**Nuclear size and the levels of Sb²⁺: why the shifts grow a little more slowly than R²**

Enlarging the nucleus of Sb²⁺ raises the total energy, the 1s level and the 5s level, all three in fixed proportion. The total rises by about 0.21 eV for each fm² added to the mean-square radius, and this slope, taken between each row and the reference, falls by 2.65 % from the smallest nucleus to the largest. The electron density at the nucleus accounts for the size of the shift to within 0.6 % with no fitted constant, once two relativistic effects are included: the density drops as the nucleus grows, and it falls by several per cent across the nuclear volume itself.

All-electron Kohn-Sham calculations with spherical densities for Sb²⁺ (Z = 51), [Kr] 4d¹⁰ 5s² 5p₁/₂¹, made with the radks radial solver and Libxc. They use the Dirac equation, exchange-only LDA without spin polarisation, and a Fermi nuclear charge distribution. The reference rms radius is 4.6802 fm, and the outer s level is 5s₁/₂.

| nuclear rms radius (fm) | total energy less that at the reference radius (eV) | ε(1s) less that at the reference radius (eV) | outer s level less that at the reference radius (meV) | density at nucleus (e/bohr³) |
| --- | --- | --- | --- | --- |
| 4.165 | -0.96166 | -0.40319 | -0.1989 | 212000 |
| 4.348 | -0.63156 | -0.26480 | -0.1306 | 210500 |
| 4.680 | 0 | 0 | 0 | 208100 |
| 4.881 | 0.40137 | 0.16828 | 0.08301 | 206700 |
| 5.841 | 2.5090 | 1.0520 | 0.5189 | 200800 |

Below, $R$ is the nuclear rms radius, so $\langle r^2\rangle = R^2$, and $R_0 = 4.6802$ fm is the reference. $\Delta E$, $\Delta\varepsilon_{1s}$ and $\Delta\varepsilon_{5s}$ are the three shift columns, where ε is a Kohn-Sham orbital energy, and $\rho(0)$ is the total electron density at the centre of the nucleus. The calculation is Dirac-Kohn-Sham with exchange-only LDA. All rows have the same configuration, and the zeros in the reference row hold by definition.

**Sign and first size**

Outside a spherical charge the potential doesn't depend on how the charge is spread. Inside, spreading it makes the well shallower. The change $\delta V$ of an electron's potential energy is therefore essentially positive and confined to a few fm, and by the Hellmann-Feynman theorem the total energy changes, to first order, by $\int \rho\,\delta V\,d^3r$. Poisson's equation gives $\nabla^2\delta V = 4\pi Z\,\delta n$ in atomic units, with $n$ the nuclear charge distribution normalised to one. If $\rho$ is constant over the nucleus, write $1 = \nabla^2 (r^2/6)$ and integrate by parts twice:

$$\Delta E = \frac{2\pi}{3}\,Z\,\rho(0)\,\delta\langle r^2\rangle .$$

Take the row at 5.841 fm. With $(2\pi/3)\times 51 = 106.8$, the reference density 208100 e/bohr³ and 1 fm² $= 3.571\times10^{-10}$ bohr², the factor is $7.938\times10^{-3}$ hartree, or 0.2160 eV, per fm². The change of $\langle r^2\rangle$ is $5.841^2 - 4.6802^2 = 12.213$ fm², so the formula gives 2.638 eV against 2.5090 eV in the table. The sign and size are right and the value is about 5 % too high. Nothing was fitted here, to this row or any other. The formula overshoots in all four non-reference rows, least for the smallest nucleus, where the table value is 0.977 of the estimate.

**The density depends on the radius**

Part of the overshoot is visible in the last column: $\rho(0)$ falls from 212000 to 200800 e/bohr³, by 5.3 %. The reason is the short-range form of the Dirac s function. Near a point charge the radial equations are dominated by terms in $1/r$, and a trial solution $r^{s}$ requires $(s+1)^2 = 1-(Z\alpha)^2 \equiv \gamma^2$. The density then runs as $r^{2\gamma-2}$. For antimony $Z\alpha = 0.3722$ and $\gamma = 0.9282$, so the power is −0.1437 and the density of a point nucleus diverges weakly at the origin. A finite nucleus cuts the rise off at a distance of order $R$, which gives $\rho(0)\propto R^{2\gamma-2}$. A larger nucleus stops the climb earlier.

The contact formula then holds for the slope only, $dE/d\langle r^2\rangle \propto \rho(0;R)$. Integrating $R^{2\gamma-2}\,d(R^2)$ gives shifts proportional to $R^{2\gamma}-R_0^{2\gamma}$ with $2\gamma = 1.856$. The numbers bear this out. A law in $R^2$, its one constant averaged over the four non-reference rows, is 0.95 % too small in magnitude at 4.165 fm and 1.75 % too large at 5.841 fm, relative to the table. The law in $R^{2\gamma}$, fitted in the same way, stays within 0.2 %.

For the worked row the remedy is to use the mean of the densities at the two ends, $(208100+200800)/2 = 204450$. This lowers the estimate to $2.638\times 204450/208100 = 2.592$ eV. Treated this way, all four rows lie at 0.968 to 0.971 of the estimate: the drift with radius has gone, and a nearly constant deficit of 3 % remains.

**The density falls across the nucleus**

The remaining 3 % follows from the depth of the well. At the centre the potential energy is −18 to −19 MeV, far beyond the electron rest energy, so the wave function curves appreciably within 6 fm. Take a uniform sphere of radius $R_s = \sqrt{5/3}\,R$, set $\hbar = c = 1$ and $x = Z\alpha$, and neglect the mass. The well depth is $W(r) = (x/2R_s)(3 - r^2/R_s^2)$, and the large and small components obey $g' = Wf$ and $f' + 2f/r = -Wg$. To lowest order $f = -W_0 r/3$ and $g = 1 - W_0^2r^2/6$ with $W_0 = 3x/2R_s$. One more order gives

$$\frac{\rho(r)}{\rho(0)} = g^2+f^2 \approx 1 - \frac{x^2}{2}\frac{r^2}{R_s^2} + \frac{x^2}{10}\frac{r^4}{R_s^4}.$$

A term $a_2r^2$ in the density adds $\tfrac{3}{10}a_2\,\delta\langle r^4\rangle$ to $\delta\langle r^2\rangle$, and a term $a_4r^4$ adds $\tfrac17 a_4\,\delta\langle r^6\rangle$. For the sphere $\delta\langle r^4\rangle/\delta\langle r^2\rangle = \tfrac{10}{7}R_s^2$ and $\delta\langle r^6\rangle/\delta\langle r^2\rangle = \tfrac53R_s^4$. The contact formula is thus multiplied by $1 - \tfrac{3}{14}x^2 + \tfrac{1}{42}x^2 = 1-\tfrac{4}{21}x^2 = 0.9736$. The radius has cancelled, which is why the deficit is almost the same in each row. Physically, $\delta V$ is weighted by $r^2$ and so samples the outer part of the nucleus, where the density is already below its central value.

The worked row now stands at $2.592\times0.9736 = 2.523$ eV, 0.6 % above the table. The series leaves out the electron mass, the soft nuclear surface and higher powers of $Z\alpha$. A numerical integration of the one-electron Dirac equation through the nucleus, scaled with the densities of the table, includes all three. With a nearly sharp edge the factor is 0.970 to 0.972, and the total shifts are still too large by up to 0.37 %. With a diffuseness of 0.52 fm, a rough recalled value held fixed while the radius changes, the factor is 0.968 to 0.969. For the worked row $2.592\times0.9684 = 2.510$ eV, 0.03 % above the table. For the same $R$ a soft surface goes with a more compact core, so the well is deeper at the centre, 18.9 against 18.2 MeV, and the density curves more steeply. It also puts some charge farther out, so $\langle r^4\rangle$ weighs more. Both lower the factor. The agreement favours that reading, but the fixed surface thickness is an assumption. The integration also shares the Dirac equation and the Fermi form with the calculation, so it isolates a cause and does not test the solver. The printed analysis after this note gives the row-by-row figures.

**Where the pure power law fails**

The exponent of the density, fitted to all five rows, is −0.160 with an uncertainty of 0.0014 from rounding, clearly steeper than −0.1437. One addition is non-relativistic. Matching the Schrödinger solution inside a uniform sphere to the Coulomb cusp outside gives $\psi(0)\propto 1 - \tfrac34 ZR_s/a_0$, so the density gains a logarithmic slope of $-1.5\,ZR_s/a_0 = -0.0089$ for $R_s\approx 6.2$ fm. That makes −0.153, close to the −0.154 of the sharp-edged integration. The soft-edged integration gives −0.159, inside the rounding. The argument is that at fixed surface thickness the core of the distribution has to grow faster than the rms radius, and the central density responds to the core. This rests on the same assumption as before.

The energies are a blunter instrument. The two end rows give an exponent of 1.846, and rounding of the radii allows 1.838 to 1.854. The value $2\gamma$ lies just outside that range, while $2 - 0.160 = 1.840$ lies inside. So $2\gamma$ is the leading behaviour and is probably slightly too high, but the energies exclude it only narrowly. The 0.19 % excess at 5.841 fm is weak evidence by itself, because the averaged constant carries the rounding of the other rows, up to 0.25 %. The density exponent is the sharper test.

No row is irregular. The one at 4.881 fm departs most from the best model, which is 0.19 % low there. It is also the row with the smallest step in $\langle r^2\rangle$, where rounding the radius by 0.0005 fm moves the shift by 0.25 %. The same bump appears in the comparison of the 1s shifts and drops out of the ratios between columns, as an error in the radius would. It needs no physical cause.

**Why the ratios are constant**

$\Delta E/\Delta\varepsilon_{1s}$ is 2.385 and $\Delta\varepsilon_{5s}/\Delta\varepsilon_{1s}$ is $4.93\times10^{-4}$ in each non-reference row. Inside the nucleus the binding energy of even a 1s electron, some tens of keV, is negligible beside 18 MeV. All s₁/₂ orbitals therefore solve the same equation there and have the same shape, and p₁/₂ orbitals have nearly that density profile with the roles of $g$ and $f$ exchanged. Orbitals differ only in normalisation, which is set far outside. Every shift is then the same function of $R$ times an orbital constant. The constancy also shows that the 0.083 meV shift of the 5s level is resolved numerically.

The size of the 1s constant is strongly relativistic. An unscreened Dirac 1s electron has a central density of 92700 e/bohr³, 2.2 times the Schrödinger value $Z^3/\pi = 42200$. Its shift is larger than that of ε(1s), which is 0.94 of it in all four rows. Screening by the other electrons lowers the 1s density, and an orbital energy also feels the response of the other electrons: as the s shells relax outward their repulsion weakens and partly offsets the rise. Both act in the observed direction, but how the 6 % divides between them is untested. For the same reason twice the 1s shift, 0.839 of the total, is only an approximate share. Two unscreened 1s electrons would supply $2\times92700/208100 = 0.89$ of the density. Either way the 1s pair dominates, and theory assigns most of the rest to 2s.

The 5s ratio is 16 times smaller than the non-relativistic hydrogenic $1/n^3 = 0.0080$, and the Dirac hydrogenic ratio is somewhat larger than that. The standard explanation is the one behind the Fermi-Segrè formula. A valence s electron spends most of its time outside the core, where it sees a net charge near $z = 3$, and its density at the nucleus scales as $Zz^2/\nu^3$, with $\nu$ the effective quantum number, instead of $Z^3/n^3$. The ratio of orbital-energy shifts is not a pure ratio of densities, however: the outward relaxation of the inner s shells weakens their screening and offsets part of the direct rise, a larger part for 5s than for 1s. The table gives only the net ratio and doesn't test either account.

**Neighbouring series**

The same scan with the Schrödinger equation would have $\gamma = 1$: a finite density at a point nucleus, shifts following $R^2$ apart from the small cusp term, and a 1s shift less than half as large. Down the group to bismuth the non-relativistic 1s shift grows as $Z^4$, one power from the charge and three from the density. The relativistic enhancement grows on top of that, the exponent $2\gamma$ falls further below 2, and the correction for the falling density rises as $(Z\alpha)^2$. Towards arsenic all three departures shrink and the plain contact formula improves. Changing the charge state of antimony should leave the exponent, the shape factor and very nearly the 1s and total shifts alone, while the 5s shift grows as the ion is stripped and the orbital contracts. A p₁/₂ level has a small direct shift of the same sign through its small component. The p₃/₂ and d levels have almost none and respond through screening, typically moving down as the s shells expand. The same screening response acts on p₁/₂ and can outweigh its direct term, so its net shift need not be upward.

**What to do**

Interpolate in $R^2$ with a local slope, or in $R^{2\gamma}$, not in $R$. For an estimate from a computed $\rho(0)$, use the mean density of the two nuclei and the factor $1-\tfrac{4}{21}(Z\alpha)^2$. The mean-density ratios of 0.968 to 0.971 put this 0.3 to 0.6 % above the table in the four rows. A density at the nucleus is meaningful only with the nuclear radius and model attached. Total energies that are to be subtracted need the same nucleus, since a difference of 0.2 fm costs 0.40 eV here. Carrying the power law to zero radius suggests $0.2816\times4.6802^{1.8563}\approx 4.9$ eV between a point nucleus and the reference, but that is an extrapolation far outside the rows and depends on the exponent.

The scan is much wider than nature's. The stable antimony isotopes differ by roughly 0.01 fm, a rough recalled size, or $2\times4.68\times0.01\approx0.09$ fm². That means about 0.02 eV in the total energy and, from $0.08301/1.920 = 0.043$ meV per fm², about 0.004 meV in the 5s level. Neither is a spectral isotope shift, which is the difference of such shifts between two electronic states plus a mass shift that this calculation doesn't contain. In that difference the core contribution largely cancels, and the valence density decides the result. This is where the settings bite hardest: exchange-only LDA has no correlation, and the single 5p electron is spread spherically with zero spin moment imposed, so the 5s column is an average over spin directions. Breit and QED terms are absent from all rows. By the argument on common orbital shape they should alter the normalisation of the core density more than its dependence on $R$, so the exponents and the shape factor deserve more trust than the absolute shifts.

Numerical output:

```
Z alpha 0.3722, (Z alpha)^2 0.1385, gamma 0.9282, 2 gamma 1.8563, 2 gamma - 2 -0.1437
rows other than the reference, R (fm): 4.165 4.348 4.881 5.841
change of <r^2> (fm^2): -4.557 -2.999 1.920 12.213
effect of rounding R by 0.0005 fm on a shift (%): 0.09 0.14 0.25 0.05
total / 1s: 2.3851 2.3850 2.3851 2.3850 ; twice 1s / total: 0.839
5s / 1s (1e-4): 4.933 4.932 4.933 4.933 ; 1/n^3 = 0.0080, larger by factor 16.2
total shift per fm^2 (eV): 0.21103 0.21058 0.20906 0.20544 ; first to last -2.65 %
law R^2, C 0.2090, model/table - 1 (%): -0.95 -0.74 -0.02 +1.75
law R^(2 gamma), C 0.2816, model/table - 1 (%): +0.02 -0.06 -0.16 +0.19
exponent from end rows 1.846 (rounding of R allows 1.838 to 1.854)
density: change -5.28 %, exponent -0.1602 +- 0.0014 (rounding), 2 + exponent 1.840
1.5 Z R_sphere/a0 = 0.0089, so estimated exponent -0.1526
contact factor at reference 0.21600 eV/fm^2
contact formula, reference density (eV): -0.9843 -0.6478 0.4147 2.6380 ; table/model: 0.9770 0.9749 0.9679 0.9511
contact formula, mean density (eV): -0.9935 -0.6515 0.4133 2.5917 ; table/model: 0.9679 0.9693 0.9711 0.9681
uniform-sphere factor 1 - (4/21)(Z alpha)^2 = 0.9736; rounding of density about 0.024 %
one-electron Dirac, diffuseness 0.05 fm (near-sharp edge); -V at centre 18.2 MeV
  density exponent -0.1543; relative density model/table - 1 (%): -0.071 -0.018 +0.029 +0.141
  shape factor: 0.9715 0.9716 0.9716 0.9704 ; total shift model/table - 1 (%): +0.37 +0.24 +0.05 +0.23
  unscreened 1s shift (eV): -0.4288 -0.2813 0.1785 1.1184 ; table/model: 0.9403 0.9413 0.9429 0.9406
  unscreened 1s density at centre 92478 e/bohr^3, 2.19 times Z^3/pi
one-electron Dirac, diffuseness 0.52 fm (rough recalled skin); -V at centre 18.9 MeV
  density exponent -0.1590; relative density model/table - 1 (%): -0.002 +0.024 +0.008 +0.048
  shape factor: 0.9688 0.9691 0.9693 0.9684 ; total shift model/table - 1 (%): +0.09 -0.02 -0.19 +0.03
  unscreened 1s shift (eV): -0.4289 -0.2814 0.1785 1.1185 ; table/model: 0.9401 0.9412 0.9428 0.9406
  unscreened 1s density at centre 92718 e/bohr^3, 2.20 times Z^3/pi
Z^3/pi 42224; table density / (total/1s) 87251 e/bohr^3
worst row of the last model: R = 4.881 fm
```
